Q: Which of these metals packs its atoms most tightly, and which resists compression best?

3d metals in the omega (AlB2-type) structure, each relaxed from a ferromagnetic start with collinear spins. Ansatz 0.2.0, DFT with the m-r2SCAN functional, plane waves (cutoff 500 eV) and scalar-relativistic PAW, Fermi-Dirac smearing of 0.05 eV. Volumes, bulk moduli and their pressure derivatives come from energy-volume curves.

| element | Z | valence electrons | k mesh | volume per atom, m-r2SCAN (Å³) | bulk modulus, m-r2SCAN (GPa) | bulk modulus pressure derivative, m-r2SCAN | largest site moment, m-r2SCAN (μB) | magnetic order, m-r2SCAN | neighbour distance, m-r2SCAN (Å) |
| --- | --- | --- | --- | --- | --- | --- | --- | --- | --- |
| Sc | 21 | 3 | 9×9×13 | 24.72 | 54.6 | 2.89 | 0.35 | ferromagnetic | 3.163 |
| Ti | 22 | 4 | 11×11×15 | 17.02 | 118 | 3.50 | 0.00 | non-magnetic | 2.824 |
| V | 23 | 5 | 11×11×17 | 13.45 | 186 | 3.77 | 0.00 | non-magnetic | 2.371 |
| Cr | 24 | 6 | 10×10×16 | 11.57 | 256 | 4.08 | 0.00 | non-magnetic | 2.266 |
| Mn | 25 | 7 | 11×11×15 | 10.47 | 302 | 4.34 | 0.00 | non-magnetic | 2.422 |
| Co | 27 | 9 | 11×11×15 | 10.61 | 235 | 4.44 | 1.70 | ferromagnetic | 2.406 |
| Ni | 28 | 10 | 10×10×15 | 10.65 | 215 | 4.75 | 0.66 | ferromagnetic | 2.385 |

A: It helps to keep the orders of magnitude in mind: an atom in these metals takes up between 10 and 25 Å³, and the bulk modulus runs from about 50 to 300 GPa. The bulk modulus is the pressure needed per fractional loss of volume. A pressure of 3 GPa would therefore shrink the stiffest of them by about one per cent.

Manganese comes first on both counts. From Sc to Mn the volume per atom falls by more than half, and the bulk modulus rises more than fivefold. Co and Ni are nearly as compact as Mn but clearly softer.

Q: Why does adding electrons pull the atoms together? I would have thought that more electrons need more room.

A: It depends on which states they enter. When atoms meet in a metal, their d levels spread into a band. States in its lower half bind neighbours together, and states in its upper half push them apart. The early metals fill the binding half, so each added electron strengthens the bonds.

The Friedel model turns this into a formula. Spread the ten d states of an atom evenly over a band of width $W$ and fill in $N_d$ electrons. Measured from the band centre, the average electron then sits at $-(W/20)(10-N_d)$, so the bond energy is

$$E = -\frac{W}{20}\,N_d\,(10-N_d).$$

The band widens as atoms approach, so this energy draws them together until repulsion stops them. The pull is strongest at five d electrons. With one or two further electrons in s and p states, that means six or seven valence electrons, which is where Cr and Mn stand.

Diatomic molecules offer a simpler picture. N₂ has its bonding levels full, and the extra electrons of O₂ and F₂ enter antibonding levels, so those bonds are longer and weaker. The likeness ends with the lengths: beyond Mn the metals weaken without swelling much.

Q: Why don't they swell? Your formula is symmetric, so Ni should resemble Sc.

A: That is where the formula fails. Sc has one or two d electrons and Ni has one or two d holes, so for the same band width the model gives both of them weak bonding: $N_d(10-N_d)$ lies between 9 and 16 for each, against about 25 in the middle of the row. Yet an atom of Sc takes up 24.72 Å³ and one of Ni only 10.65 Å³.

The model leaves out the nuclear charge. Along the row each added proton is screened only in part by the added d electron, so the d shell, the core and the outer s shell are all expected to contract. Up to Mn this contraction and the growing bond strength act together. Beyond Mn they oppose each other, so the volume is expected to change little. The level stretch in this table probably has a second cause: Mn is non-magnetic, while Co and Ni are ferromagnetic. A moment the size of that of Co is expected to swell a metal by a few per cent, more than the 0.14 Å³ by which Co exceeds Mn, so without its moment Co may well be the denser of the two.

Q: But the neighbour distance rises from Cr to Mn, while the volume falls. Doesn't that contradict you?

A: The listed distance follows one direction in the crystal, the hexagonal axis $c$. The cells of Cr and Co confirm this, and so does that of Ti once its scaling is undone; I read the other rows in the same way. Atoms also touch within the planes, and the closest pair may be found there.

You can work that contact out. The cell holds three atoms, so $3V=(\sqrt3/2)\,a^2c$, where $V$ is the volume per atom and $a$ the edge in the plane; the contact in the plane is $a/\sqrt3$. In Cr the closest atoms lie along $c$, at 2.27 Å. In Mn they lie in the plane, at 2.23 Å.

So the cell has changed its shape: $c/a$ is 0.53 and 0.54 in V and Cr, against 0.61 to 0.63 in the other five metals. The closest pair is a different one in the two shapes (the contact in the plane joins only two of the three atoms), but it has still moved closer. If you follow the shortest contact instead of the listed one, it falls at every step up to Mn and then rises slightly. The shortest contact therefore turns at the same metal as the volume, from which its in-plane values are derived.

Q: Ni takes up slightly more room than Mn. Is that why it is softer?

A: Only in small part, and we can estimate how much. The pressure derivative $B'$ says how fast the bulk modulus $B$ grows with pressure, $dB=B'\,dP$. Compression obeys $dP=-B\,dV/V$. Together they give $dB/B=-B'\,dV/V$, and for constant $B'$ this integrates to

$$B(V)=B_0\left(\frac{V_0}{V}\right)^{B'}.$$

Now stretch Mn to the volume of Ni:

$$B = 302\ \text{GPa}\times\left(\frac{10.47}{10.65}\right)^{4.34}\approx 280\ \text{GPa}.$$

The calculated modulus of Ni is 215 GPa. Stretching Mn costs it 7 % of its stiffness, whereas Ni lies 29 % below Mn. The estimate uses only the volume of Ni, not its modulus, so the gap shows what a change of volume alone leaves unexplained. The rest must come from a different electronic state.

For practical use, this means that close packing is an unsafe guide to stiffness. Up to Mn, the denser metal is also the stiffer one. Cr, however, takes up 9 % more room per atom than Ni and is still 19 % stiffer.

Q: Co and Ni are ferromagnetic and Mn is not. Couldn't magnetism be that different state?

A: It probably contributes. To build up a moment, electrons leave states of one spin for higher states of the other spin, and in a d band the higher states are less bonding. Magnetism therefore tends to expand and soften a metal. Its share here is untested; for that you would repeat Co and Ni with the spins forced to cancel and compare the moduli.

The size of the moment can't be the whole explanation, though. Co has the larger site moment, 1.70 μB against 0.66 μB in Ni, and yet Co is the stiffer of the two. The filling of antibonding d states gives the right order, since Ni has one electron more.

The peak at Mn carries a related uncertainty. Its atoms were started with parallel moments, and these vanished. An arrangement with opposed moments might lie lower in energy, and it would probably make Mn larger and softer. The same reservation applies to Cr. Iron, which stands between Mn and Co, is missing from the table, so the turn can't be placed exactly.

Q: Which digits would you trust?

A: I would trust the bulk moduli to about one per cent as arithmetic, because they can be obtained a second way. The table takes them from the curve of energy against volume. The same runs also give the pressure, and for Co it changes by 18.98 GPa between 0.96 and 1.04 times the equilibrium volume. Dividing by 0.08 gives 237 GPa, against 235 GPa in the table.

All seven metals agree that well, and in six of them the pressure route gives the higher value. That is expected, because a slope taken across so wide a span of a stiffening curve overshoots by a fraction of a per cent. Such a check catches a poor fit, but it can't catch an error of the functional or of the k mesh, because both routes share them.

The volumes of Co and Ni need more caution. They differ by 0.4 %, and the two metals were run on different k meshes, the grids of electron waves over which the energy is averaged. Without runs on finer meshes I would give that difference no chemical cause. The gap of 20 GPa between their moduli is far larger than the difference between the two routes.

Q: So may I use these values to choose a material?

A: Use them to understand the trend, not as handbook data. Every metal was held in the omega structure, which is not the stable form of any of them under ordinary conditions, and whether these crystals would survive small distortions was not checked. Real manganese has a much more complicated crystal structure and magnetic moments, so 302 GPa is no design value for it.

Sc needs a warning of its own. The calculation makes it ferromagnetic, while the real metal, which has another structure, is not. Functionals of this type are known to exaggerate magnetism in such metals; whether the functional or the structure is responsible here was not tested. Its moment also grows by about 40 % between 0.88 and 1.08 times the equilibrium volume. Its modulus therefore describes a metal whose moment changes as it is squeezed. The same holds to a lesser degree for Ni and Co, whose moments grow by 25 % and 12 % over that range.

What carries over is the way of reasoning. For a change from one metal to the next, ask first whether the added electron enters the bonding or the antibonding half of the d band. Then ask whether the contraction of the atom helps or opposes it, and whether a moment has appeared.
